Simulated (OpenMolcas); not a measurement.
**Exact exchange and the dipole moment of InF**

The species is InF (2 atoms), meant as a singlet with charge 0. SMILES: `[F][In]`. Geometry: relaxed at PBE0-D4/def2-TZVP.

The dipole moment y, in D, basis def2-TZVPP with a core potential; a is the functional's share of exact exchange. Programs: OpenMolcas 26.06.

| functional | program | a | y (D) |
| --- | --- | --- | --- |
| BLYP | OpenMolcas | 0 | 3.09 |
| PBE | OpenMolcas | 0 | 3.02 |
| B3LYP | OpenMolcas | 0.2 | 3.25 |
| PBE0 | OpenMolcas | 0.25 | ? |
| BHLYP | OpenMolcas | 0.5 | 3.39 |

Problem. Fit y = c + s·a to the known rows and predict PBE0.

Solution. 
1. Means of the 4 rows: a = 0.1750, y = 3.188.
2. Σ(Δa)² = 0.1675, Σ(Δa·Δy) = 0.11375, so the slope is 0.11375/0.1675 = 0.6791.
3. Intercept: 3.188 − (0.6791) × 0.1750 = 3.069. The largest residual of the fit is 0.049.
4. PBE0: 3.069 + (0.6791) × 0.25 = 3.24 D.

The run gave 3.20 D, so the prediction is off by +0.04 D, within the scatter of the fit. More exact exchange makes the molecule more polar here. The rows mix families of semi-local functionals, which the line can't see.

The dipole moment rises with exact exchange within each family, from 3.02 to 3.20 D between PBE and PBE0 and from 3.09 to 3.39 D between BLYP and BHLYP. Across families the order breaks: PBE0 lies below B3LYP despite its larger share of exact exchange. PBE also starts below BLYP, which probably explains why a line drawn mostly through BLYP relatives overshoots PBE0.

The bond is strongly polar, with charge drawn from the indium 5p shell to fluorine. Semi-local functionals tend to spread the fluoride charge back towards the metal, and exact exchange counters this, so a larger charge separation is the likely source of the increase. The 5s lone pair on In(I) works the other way: it polarises away from fluorine and offsets part of the ionic dipole, keeping the moment well below that of two full point charges. The total dipole alone can't show how much of the rise comes from charge transfer and how much from a less polarised lone pair.
